**Stretch of one Ge–H bond in singlet GeH$_2$ at six levels of theory**

The table holds energies along a rigid stretch of one Ge–H bond in cc-pVTZ at RPA on PBE orbitals, BHLYP, UHF, RCCSDT, UCCSD and BCCD(T), zeroed at the 1.594 Å row. The program fixes a Morse and a Rydberg curve on three rows of each column, predicts the two middle rows, and adds a least-squares Morse fit. For RCCSDT the Morse form is 13.5 kJ/mol too low at 2.917 Å and the Rydberg form 7.5. It also prints the differences from RCCSDT and the rise between the last two rows, of which UHF makes only 0.21, below the one half of a two-site model. Total energies at 1.421 Å place CCSDT 0.4 and BCCD(T) 1.9 kJ/mol above full CI, and UHF 4.9 kJ/mol below the closed-shell determinant.

Calculated values. Ansatz 0.2.0, RPA on PBE orbitals, BHLYP, UHF and coupled cluster with the cc-pVTZ basis, for neutral singlet GeH₂ with one Ge–H bond stretched from a PBE0/def2-TZVP geometry. The 14 Ge core orbitals, 3d included, are frozen in the correlated levels, and all energies are non-relativistic.

## Analysis program

```python
# Table: energies (kJ/mol) of singlet GeH2 along a rigid stretch of one Ge-H bond, Ansatz 0.2.0,
# cc-pVTZ, at RPA@PBE, BHLYP, UHF, RCCSDT, UCCSD, BCCD(T); the zero is the second row.
# Tested: Morse and Rydberg forms fixed on three rows, differences from RCCSDT, residual binding.
T = {
    'scan_distance': [1.421, 1.594, 1.75, 2.214, 2.917, 4.41],  # angstrom
    'energy_rpa_pbe': [28.0, 0.0, 11.1, 108.3, 248.6, 291.5],  # kJ/mol
    'energy_bhlyp': [22.8, 0.0, 15.2, 125.6, 255.5, 298.0],  # kJ/mol
    'energy_uhf': [22.5, 0.0, 16.7, 133.2, 205.5, 218.4],  # kJ/mol
    'energy_rccsdt': [26.8, 0.0, 12.1, 111.3, 240.1, 301.8],  # kJ/mol
    'energy_uccsd': [26.5, 0.0, 12.6, 114.4, 255.6, 298.9],  # kJ/mol
    'energy_bccd_pt': [26.8, 0.0, 12.2, 111.9, 241.2, 287.2],  # kJ/mol
}
import numpy as np
from scipy.optimize import least_squares
from scipy.constants import N_A, e
r = np.array(T['scan_distance'], float)
names = {'RCCSDT': 'energy_rccsdt', 'BCCD(T)': 'energy_bccd_pt', 'UCCSD': 'energy_uccsd',
         'RPA PBE': 'energy_rpa_pbe', 'BHLYP': 'energy_bhlyp', 'UHF': 'energy_uhf'}
E = {n: np.array(T[k], float) for n, k in names.items()}
ref = E['RCCSDT']
kj = e * N_A / 1000
morse = lambda p, x: p[0] * (1 - np.exp(-p[1] * (x - p[2])))**2
rydb = lambda p, x: p[0] * (1 - (1 + p[1] * (x - p[2])) * np.exp(-p[1] * (x - p[2])))
def fit(f, y, idx, a0):
    g = lambda p: (f(p, r) - f(p, r[1]) - y)[idx]
    p = least_squares(g, [y[-1], a0, r[1]], bounds=([50, 0.3, 1.4], [2000, 5, 1.8]),
                      x_scale=[100, 1, 0.01], xtol=1e-13, ftol=1e-13, gtol=1e-13).x
    return p, f(p, r) - f(p, r[1]) - y
print('Table rounding: 0.05 kJ/mol per entry, 0.1 per difference')
print('Level minus RCCSDT (kJ/mol) at r (A) =', ' '.join('%.3f' % x for x in r))
for n in list(E)[1:]:
    print('  %-8s' % n, ' '.join('%+6.1f' % d for d in E[n] - ref))
M = np.array(list(E.values()))
print('  spread  ', ' '.join('%6.1f' % d for d in M.max(0) - M.min(0)))
anc = [0, 2, 5]
print('Morse through %.3f, %.3f, %.3f A; model - table at %.3f, %.3f A (kJ/mol)' % (*r[anc], r[3], r[4]))
for n in E:
    p, d = fit(morse, E[n], anc, 1.5)
    k = 2 * p[0] * p[1]**2 * 1000 / N_A / 1e-20
    print('  %-8s D %5.1f kJ/mol a %.2f /A re %.4f A k %3.0f N/m | %+6.1f %+6.1f' % (n, *p, k, d[3], d[4]))
P = []
for s in (-0.05, 0.05):
    for t in (-0.05, 0.05):
        y = ref.copy(); y[0] += s; y[2] += t
        p = fit(morse, y, anc, 1.5)[0]
        P.append([p[2], 2 * p[0] * p[1]**2 * 1000 / N_A / 1e-20])
print('  rounding moves RCCSDT re by +-%.4f A, k by +-%.1f N/m' % tuple(np.ptp(P, axis=0) / 2))
print('Rydberg form through the same rows; model - table at %.3f, %.3f A (kJ/mol)' % (r[3], r[4]))
for n in E:
    p, d = fit(rydb, E[n], anc, 2.1)
    k = p[0] * p[1]**2 * 1000 / N_A / 1e-20
    print('  %-8s D %5.1f kJ/mol a %.2f /A re %.4f A k %3.0f N/m | %+6.1f %+6.1f' % (n, *p, k, d[3], d[4]))
print('Morse least squares on the five nonzero rows (kJ/mol)')
idx = [0, 2, 3, 4, 5]
for n in E:
    p, d = fit(morse, E[n], idx, 1.5)
    w = np.argmax(abs(d))
    print('  %-8s D %5.1f rms %4.1f worst %+5.1f at %.3f A' % (n, p[0], np.sqrt(np.mean(d[idx]**2)), d[w], r[w]))
print('Rise from %.3f to %.3f A (kJ/mol), ratio to RCCSDT, share of last row reached' % (r[4], r[5]))
for n in E:
    b = E[n][5] - E[n][4]
    print('  %-8s %5.1f  %.2f  %.0f %%' % (n, b, b / (ref[5] - ref[4]), 100 * E[n][4] / E[n][5]))
# further outputs of the same runs, row 1.421 A only (eV)
fci, rhf, uhf, cct, bcc, rpa = -56508.1986, -56504.6216, -56504.6729, -3.573337, -56508.1784, -6.148631
print('Row %.3f A, further outputs:' % r[0])
print('  UHF - RHF %.3f eV = %.1f kJ/mol' % (uhf - rhf, (uhf - rhf) * kj))
print('  above full CI: CCSDT %.1f, BCCD(T) %.1f kJ/mol' % ((rhf + cct - fci) * kj, (bcc - fci) * kj))
print('  full CI correlation %.3f eV, per valence pair (3) %.0f kJ/mol' % (fci - rhf, (fci - rhf) * kj / 3))
print('  UHF - RCCSDT in last row %.1f kJ/mol, %.2f of that pair value' % (E['UHF'][5] - ref[5], (E['UHF'][5] - ref[5]) / ((fci - rhf) * kj / 3)))
print('  direct RPA correlation (PBE orbitals) / full CI correlation %.2f' % (rpa / (fci - rhf)))
assert all(np.argmin(y) == 1 and np.all(np.diff(y[1:]) > 0) for y in E.values())
assert E['UHF'][3] > ref[3] and E['UHF'][4] < ref[4]
assert np.all(abs(E['BCCD(T)'] - ref)[:5] < 1.2) and E['BCCD(T)'][5] - ref[5] < -10
assert 0 < (E['UHF'][5] - E['UHF'][4]) / (ref[5] - ref[4]) < 0.5
```

Printed output:

```
Table rounding: 0.05 kJ/mol per entry, 0.1 per difference
Level minus RCCSDT (kJ/mol) at r (A) = 1.421 1.594 1.750 2.214 2.917 4.410
  BCCD(T)    +0.0   +0.0   +0.1   +0.6   +1.1  -14.6
  UCCSD      -0.3   +0.0   +0.5   +3.1  +15.5   -2.9
  RPA PBE    +1.2   +0.0   -1.0   -3.0   +8.5  -10.3
  BHLYP      -4.0   +0.0   +3.1  +14.3  +15.4   -3.8
  UHF        -4.3   +0.0   +4.6  +21.9  -34.6  -83.4
  spread      5.5    0.0    5.6   24.9   50.1   83.4
Morse through 1.421, 1.750, 4.410 A; model - table at 2.214, 2.917 A (kJ/mol)
  RCCSDT   D 312.4 kJ/mol a 1.45 /A re 1.5985 A k 217 N/m |   -2.7  -13.5
  BCCD(T)  D 296.1 kJ/mol a 1.49 /A re 1.5976 A k 218 N/m |   -5.1  -22.3
  UCCSD    D 308.8 kJ/mol a 1.47 /A re 1.5962 A k 221 N/m |   -4.7  -29.4
  RPA PBE  D 301.5 kJ/mol a 1.46 /A re 1.6035 A k 213 N/m |   -3.6  -29.4
  BHLYP    D 306.8 kJ/mol a 1.50 /A re 1.5818 A k 230 N/m |  -10.3  -25.8
  UHF      D 221.1 kJ/mol a 1.83 /A re 1.5729 A k 247 N/m |  -27.8  -20.7
  rounding moves RCCSDT re by +-0.0003 A, k by +-0.6 N/m
Rydberg form through the same rows; model - table at 2.214, 2.917 A (kJ/mol)
  RCCSDT   D 308.2 kJ/mol a 2.06 /A re 1.5995 A k 218 N/m |   +0.2   -7.5
  BCCD(T)  D 292.4 kJ/mol a 2.12 /A re 1.5986 A k 219 N/m |   -2.2  -16.5
  UCCSD    D 304.8 kJ/mol a 2.09 /A re 1.5972 A k 221 N/m |   -1.8  -23.4
  RPA PBE  D 297.5 kJ/mol a 2.08 /A re 1.6045 A k 214 N/m |   -0.7  -23.5
  BHLYP    D 303.2 kJ/mol a 2.14 /A re 1.5828 A k 230 N/m |   -7.4  -19.9
  UHF      D 219.8 kJ/mol a 2.60 /A re 1.5743 A k 246 N/m |  -24.8  -16.1
Morse least squares on the five nonzero rows (kJ/mol)
  RCCSDT   D 313.2 rms  3.7 worst  -5.9 at 2.917 A
  BCCD(T)  D 298.4 rms  6.1 worst -10.0 at 2.917 A
  UCCSD    D 312.3 rms  8.4 worst -13.9 at 2.917 A
  RPA PBE  D 305.2 rms  8.7 worst -14.3 at 2.917 A
  BHLYP    D 308.9 rms  6.1 worst -10.0 at 2.917 A
  UHF      D 224.6 rms  5.1 worst  +9.6 at 1.750 A
Rise from 2.917 to 4.410 A (kJ/mol), ratio to RCCSDT, share of last row reached
  RCCSDT    61.7  1.00  80 %
  BCCD(T)   46.0  0.75  84 %
  UCCSD     43.3  0.70  86 %
  RPA PBE   42.9  0.70  85 %
  BHLYP     42.5  0.69  86 %
  UHF       12.9  0.21  94 %
Row 1.421 A, further outputs:
  UHF - RHF -0.051 eV = -4.9 kJ/mol
  above full CI: CCSDT 0.4, BCCD(T) 1.9 kJ/mol
  full CI correlation -3.577 eV, per valence pair (3) -115 kJ/mol
  UHF - RCCSDT in last row -83.4 kJ/mol, 0.72 of that pair value
  direct RPA correlation (PBE orbitals) / full CI correlation 1.72
```
